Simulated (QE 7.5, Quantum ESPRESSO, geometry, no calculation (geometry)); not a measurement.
# Layer spacing and bismuth position in Bi2Se3: PBE with and without D3 dispersion

## Reference data

The reference is the structure of bulk crystalline Bi2Se3 listed in "Evidence for a direct band gap in the topological insulator Bi2Se3 from theory and experiment" (2012, arXiv:1210.4477). It comprises the two edges of the hexagonal cell and the coordinate $u$ of bismuth, which sits at $(u,u,u)$ on the trigonal axis in rhombohedral coordinates. All three values are quoted there from earlier experimental work; neither method nor temperature is given with them. I take them to be diffraction results, probably from room temperature. The uncertainties on the edges are very small, and I would expect the scatter between samples to be larger, since real crystals are usually selenium-deficient. For $u$ I allow a doubt of 0.001, which is my own assumption.

| compared with | measured | source's wording or label | method |
| --- | --- | --- | --- |
| u of Bi | 0.4006 | u of Bi at (u,u,u), rhombohedral lattice-vector coordinates | not stated |
| cell edge a (Å) | 4.1355 ± 0.0005 | a, hexagonal setting | not stated |
| cell edge c (Å) | 28.615 ± 0.002 | c, hexagonal setting | not stated |

Conditions are those given with the value in the passage it was taken from; "not stated" means there, and the paper may say more elsewhere. The values are a selection: others may have been left out beforehand as unlike or outlying.

## Method

The aim is to reproduce both cell edges and the bismuth coordinate by relaxing the five-atom rhombohedral cell without constraint on its size or shape. I count as success $u$ within 0.003 and each edge within 0.5 %. Along the trigonal axis, 0.003 in $u$ is a displacement of roughly 0.09 Å, small enough to keep the layer sequence and the Bi–Se bonds realistic. Half a per cent on the edges is tight enough to expose a poor description of the gap between layers, yet leaves room for thermal expansion, which probably makes the measured cell a few tenths of a per cent larger than a static one.

Bi2Se3 consists of covalently bonded quintuple layers held together largely by van der Waals forces. I therefore start with PBE plus the D3(BJ) dispersion correction. Plain PBE lacks the long-range attraction and should leave the layers too far apart; RPBE, more repulsive still, should be worse. Plain PBE will serve later as the neighbouring level and for numerical checks. The calculations are scalar-relativistic: spin-orbit coupling is decisive for the band inversion, but I expect it to matter much less for the geometry.

System: Bi2Se3 (Paraguanajuatite); R-3m (No. 166), 5 atoms in the cell used, edges 9.8405, 9.8405, 9.8405 A, angles 24.30, 24.30, 24.30 deg; cell from a published crystal structure; structure from the Crystallography Open Database.

## 1. Dispersion-corrected relaxation first

The PBE+D3(BJ) relaxation goes straight to the level I expect to hold. Beside it I read the geometry of the published diffraction structure from which the relaxation starts, so that any miss can be set against a second experimental cell. I expect $a$ to come out close to the reference and $c$ to be the harder test.

**Run 1.** QE 7.5: PBE+D3(BJ) with the three-body term (pw.x default), pw.x with SSSP efficiency files (GBRV's own for Bi, Se), cell and atoms relaxed, cutoff 60 Ry, mesh 6x6x6, Fermi-Dirac 0.05 eV, force tolerance 0.015 eV/A.

Key lines of the input:
```
&control
   calculation='vc-relax'
   forc_conv_thr=5.8e-04, etot_conv_thr=1e-04, nstep=60, tstress=.true., tprnfor=.true.
/
&system
   ibrav=0, nat=5, ntyp=2
   ecutwfc=60, ecutrho=480
   occupations='smearing', smearing='fd', degauss=0.0037
   vdw_corr='dft-d3', dftd3_version=4
/
&electrons
   conv_thr=5.0e-09, mixing_beta=0.5, electron_maxstep=100
/
&ions
/
&cell
   press_conv_thr=0.2
/
ATOMIC_SPECIES
Bi 1.0 Bi.sssp-pbe.upf
Se 1.0 Se.sssp-pbe.upf
CELL_PARAMETERS angstrom
  2.07150000 1.19598108 9.54533333
  -2.07150000 1.19598108 9.54533333
  0.00000000 -2.39196216 9.54533333
ATOMIC_POSITIONS crystal
Bi   0.40080000 0.40080000 0.40080000
Bi   0.59920000 0.59920000 0.59920000
Se   0.00000000 0.00000000 0.00000000
Se   0.21170000 0.21170000 0.21170000
Se   0.78830000 0.78830000 0.78830000
K_POINTS automatic
6 6 6 0 0 0
```

Command:
```
OMP_NUM_THREADS=1 mpirun --oversubscribe --bind-to none -np 4 pw.x -nk 4 -in relax.in > relax.out
```

Selected lines of the output:
```
     bfgs converged in  17 scf cycles and  16 bfgs steps
CELL_PARAMETERS (angstrom)
   2.072237036   1.196406608   9.491274724
  -0.000000000  -2.392813216   9.491274724
ATOMIC_POSITIONS (crystal)
Bi               0.4007559654        0.4007559654        0.4007559654
```

Converged; 2 h on 4 cores of Intel Xeon at 2.70GHz, shared host.

**Run 2.** no calculation (geometry): distances read from the starting cell, no calculation.

Key lines of the input:
```
R-3m (No. 166), 5 atoms in the cell used, edges 9.8405, 9.8405, 9.8405 A, angles 24.30, 24.30, 24.30 deg; no input: distances from the coordinates
```

| quantity | run 1 | run 2 | measured |
| --- | --- | --- | --- |
| u of Bi | 0.4008 | 0.4008 | 0.4006 |
| cell edge a (Å) | 4.1445 | 4.143 | 4.1355 ± 0.0005 |
| cell edge c (Å) | 28.474 | 28.636 | 28.615 ± 0.002 |
| Bi-Se, nearest pair of atom 1 (Å) | 2.865 | 2.851 |  |
| volume per atom (Å³) | 28.24 | 28.38 |  |

The relaxation converged with $u$ only 0.0002 from the reference and $a$ 0.2 % too long, both well inside their targets. The stacking edge $c$ is about 0.14 Å too short, or 0.49 %, which is a pass by a hair against the reference. The diffraction cell I started from has a slightly longer $c$, 28.636 Å, and against that value the same result would miss the half-per-cent limit. I therefore regard $c$ as undecided.

The two experimental cells differ by 0.0075 Å in $a$ and 0.021 Å in $c$, well beyond the uncertainties quoted for the reference. That scatter is still small beside the shortfall in $c$. The agreement in $u$ is good with either structure, but $u$ is a less sensitive test of the gap between layers than $c$.

## 2. Plain PBE and the numerical settings

I now remove the dispersion term and keep everything else, which shows how much of $c$ it accounts for. I expect plain PBE to give a clearly longer $c$ and a somewhat longer $a$. Two more PBE relaxations, one with a coarser mesh and one with a lower cutoff, show how strongly the cell responds to these settings. They test plain PBE and can't certify the dispersion-corrected result, but with $c$ so close to its limit I want to know the size of such shifts.

**Run 3.** QE 7.5: PBE, pw.x with SSSP efficiency files (GBRV's own for Bi, Se), cell and atoms relaxed, cutoff 60 Ry, mesh 6x6x6, Fermi-Dirac 0.05 eV, force tolerance 0.015 eV/A.

Key lines of the input, as changed from run 1:
```diff
  &system
-    vdw_corr='dft-d3', dftd3_version=4
```

Selected lines of the output:
```
          total   stress  (Ry/bohr**3)                   (kbar)     P=       23.85
CELL_PARAMETERS (angstrom)
   0.000000000  -2.415617975  10.319922771
ATOMIC_POSITIONS (crystal)
Bi               0.3962225660        0.3962225660        0.3962225660
```

Converged; 2.3 h on 4 cores of Intel Xeon at 2.70GHz, shared host.

**Run 4.** QE 7.5: PBE, pw.x with SSSP efficiency files (GBRV's own for Bi, Se), cell and atoms relaxed, cutoff 60 Ry, mesh 4x4x4, Fermi-Dirac 0.05 eV, force tolerance 0.015 eV/A.

Key lines of the input, as changed from run 3:
```diff
- 6 6 6 0 0 0
+ 4 4 4 0 0 0
```

Converged; 48 min on 4 cores of Arm Neoverse V1, shared host.

**Run 5.** QE 7.5: PBE, pw.x with SSSP efficiency files (GBRV's own for Bi, Se), cell and atoms relaxed, cutoff 40 Ry, mesh 6x6x6, Fermi-Dirac 0.05 eV, force tolerance 0.015 eV/A.

Key lines of the input, as changed from run 3:
```diff
  &system
-    ecutwfc=60, ecutrho=480
+    ecutwfc=40, ecutrho=480
```

Selected lines of the output:
```
          total   stress  (Ry/bohr**3)                   (kbar)     P=       21.69
CELL_PARAMETERS (angstrom)
   0.000000000  -2.413671956  10.034357838
```

Converged; 39 min of wall time.

| quantity | run 3 | run 4 | run 5 | measured |
| --- | --- | --- | --- | --- |
| u of Bi | 0.3962 | 0.3960 | 0.3979 | 0.4006 |
| cell edge a (Å) | 4.1840 | 4.1872 | 4.1806 | 4.1355 ± 0.0005 |
| cell edge c (Å) | 30.960 | 30.966 | 30.103 | 28.615 ± 0.002 |
| Bi-Se, nearest pair of atom 1 (Å) | 2.880 | 2.877 | 2.879 |  |
| volume per atom (Å³) | 31.29 | 31.35 | 30.38 |  |

Without dispersion the layers drift apart: $c$ rises to 30.960 Å, 8.2 % above the reference, and $a$ is 1.2 % too long. The shortest Bi–Se bond is only 0.015 Å longer than with D3, so the expansion lies mainly between the quintuple layers. Plain PBE also misses $u$, by 0.0044.

The mesh hardly matters at this level, moving $a$ by 0.003 Å and $c$ by 0.006 Å. The cutoff matters far more than I expected: at 40 Ry $c$ is 0.857 Å shorter than at 60 Ry. The pressures at the first step, in the same cell, already differ by about 2 kbar, ten times the stopping threshold, so the basis does play a part. Weakly held layers turn such a stress into a large change of $c$, and loose stopping may add to it. The lower cutoff brings PBE closer to experiment, which is no merit of that setting. I can't carry the size of this shift over to the dispersion-corrected cell, where the layers are held more firmly, but it is one more reason to leave the verdict on $c$ there undecided.

## 3. Bismuth position in the diffraction cell

The miss in $u$ may come from the swollen cell alone, because $u$ is a fraction of an axis that has grown with the gap. Relaxing only the atoms with PBE in the diffraction cell separates the two effects. I expect $u$ to return to within 0.001 or so of the reference, which would clear PBE's description of the quintuple layer itself.

**Run 6.** QE 7.5: PBE, pw.x with SSSP efficiency files (GBRV's own for Bi, Se), atoms relaxed at the starting cell, cutoff 60 Ry, mesh 6x6x6, Fermi-Dirac 0.05 eV, force tolerance 0.015 eV/A.

Key lines of the input, as changed from run 3:
```diff
  &control
-    calculation='vc-relax'
+    calculation='relax'
- /
- &cell
-    press_conv_thr=0.2
```

Selected lines of the output:
```
     the Fermi energy is     8.0124 ev
!    total energy              =    -501.49403647 Ry
     Total force =     0.014478     Total SCF correction =     0.000253
          total   stress  (Ry/bohr**3)                   (kbar)     P=       23.85
[... further steps ...]
!    total energy              =    -501.49438286 Ry
     Total force =     0.001060     Total SCF correction =     0.000007
          total   stress  (Ry/bohr**3)                   (kbar)     P=       20.58
     the Fermi energy is     8.0268 ev
!    total energy              =    -501.49438629 Ry
     Total force =     0.000865     Total SCF correction =     0.000009
          total   stress  (Ry/bohr**3)                   (kbar)     P=       20.44
     bfgs converged in   8 scf cycles and   7 bfgs steps
Begin final coordinates
ATOMIC_POSITIONS (crystal)
Bi               0.4004488704        0.4004488704        0.4004488704
Bi               0.5995511296        0.5995511296        0.5995511296
Se               0.0000000000        0.0000000000       -0.0000000000
Se               0.2111496782        0.2111496782        0.2111496782
Se               0.7888503218        0.7888503218        0.7888503218
End final coordinates
```

Converged; 41 min on 4 cores of Intel Xeon at 2.70GHz, shared host.

| quantity | run 6 | measured | deviation |
| --- | --- | --- | --- |
| u of Bi | 0.4004 | 0.4006 | −0.0002 (−0.0 %) |
| Bi-Se, nearest pair of atom 1 (Å) | 2.865 |  |  |
| volume per atom (Å³) | 28.38 |  |  |

With the cell held at its diffraction size, PBE puts bismuth at $u = 0.4004$, which is 0.0002 from the reference and inside the doubt I allow for it. The miss in the full PBE relaxation therefore comes from the swollen cell. The shortest Bi–Se bond is 2.865 Å, the same as in the dispersion-corrected relaxation and 0.014 Å longer than in the diffraction structure.

A pressure of about 20 kbar remains once the atoms have settled, so PBE still pushes this cell to expand. The good $u$ is thus borrowed from the measured cell edges. It supports PBE's account of the quintuple layer, but can't serve as a prediction of the whole structure, and it leaves the question of $c$ with dispersion where it was.

## Comparison with experiment

| run | settings | u of Bi | cell edge a (Å) | cell edge c (Å) | cost |
| --- | --- | --- | --- | --- | --- |
| 1 | QE: PBE+D3(BJ) with the three-body term (pw.x default), cell and atoms relaxed, cutoff 60 Ry, mesh 6x6x6, Fermi-Dirac 0.05 eV, force tolerance 0.015 eV/A | 0.4008 | 4.1445 | 28.474 | 7.9 core-h |
| 2 | no calculation (geometry): distances read from the starting cell, no calculation | 0.4008 | 4.143 | 28.636 | – |
| 3 | QE: PBE, cell and atoms relaxed, cutoff 60 Ry, mesh 6x6x6, Fermi-Dirac 0.05 eV, force tolerance 0.015 eV/A | 0.3962 | 4.1840 | 30.960 | 9.2 core-h |
| 4 | QE: PBE, cell and atoms relaxed, cutoff 60 Ry, mesh 4x4x4, Fermi-Dirac 0.05 eV, force tolerance 0.015 eV/A | 0.3960 | 4.1872 | 30.966 | 3.2 core-h |
| 5 | QE: PBE, cell and atoms relaxed, cutoff 40 Ry, mesh 6x6x6, Fermi-Dirac 0.05 eV, force tolerance 0.015 eV/A | 0.3979 | 4.1806 | 30.103 | 2.6 core-h |
| 6 | QE: PBE, atoms relaxed at the starting cell, cutoff 60 Ry, mesh 6x6x6, Fermi-Dirac 0.05 eV, force tolerance 0.015 eV/A | 0.4004 | – | – | 2.8 core-h |
|  | measured | 0.4006 | 4.1355 ± 0.0005 | 28.615 ± 0.002 |  |

Further runs on the same system, made beside this series (convergence steps with loose settings among them):

| further | settings | u of Bi | cell edge a (Å) | cell edge c (Å) | cost |
| --- | --- | --- | --- | --- | --- |
| F1 | QE: RPBE, pw.x with SSSP efficiency files (GBRV's own for Bi, Se) made for PBE, cell and atoms relaxed, cutoff 60 Ry, mesh 6x6x6, Fermi-Dirac 0.05 eV, force tolerance 0.015 eV/A | 0.3897 | 4.2270 | 34.884 | 4.5 core-h |
|  | measured | 0.4006 | 4.1355 ± 0.0005 | 28.615 ± 0.002 |  |

## Discussion

The dispersion-corrected PBE relaxation meets the targets for $u$ and $a$; for $c$ I leave the verdict undecided. It places $u$ within 0.0002 of the reference and makes $a$ 0.2 % too long, at a cost of 7.9 core-hours. The edge $c$ is 0.49 % too short, nominally a narrow pass, but the second diffraction cell would turn it into a narrow miss.

The dispersion term is what brings the layers close to their measured spacing. Plain PBE overshoots $c$ by 8.2 %, and RPBE (run with pseudopotentials made for PBE), with 34.884 Å, is further out still. PBE recovers a good $u$ once the cell is held at its diffraction size, so its error lies mainly in the spacing of the layers. That fixed-cell relaxation and the uncorrected PBE one were the most instructive comparisons. The coarser mesh changed little. The lower cutoff shortened $c$ markedly in plain PBE, a warning about weakly held layers, but no test of the dispersion-corrected cell.

Thermal and zero-point motion typically lengthen measured distances by 0.1 to 0.5 %. If the reference cell is a room-temperature one, allowing for this would shrink the shortfall in $c$, perhaps to nothing, but raise the excess in $a$ to roughly 0.3 to 0.7 %, possibly beyond its target. The agreement in $a$ may therefore owe something to cancellation.

The effects of a higher cutoff, a denser mesh and spin-orbit coupling on the dispersion-corrected cell are not shown in this report. Since $c$ sits at its limit and responded strongly to the cutoff in plain PBE, I would first repeat the dispersion-corrected relaxation at a higher cutoff, and then, with bismuth present, add spin-orbit coupling.

[Logs are printed without paths, hosts, clocks, repeated set-up lines and the standing remarks that a program may print on its own settings, such as how far it seeks lower states.]

[The runs shown are a pick from a larger set of finished runs; failed, doubtful and other runs were left out of it ahead of writing. So were measured values far from every level or from commonly accepted values, and agreement can look better than it is. Lines of input and output are excerpts and may be shortened.]
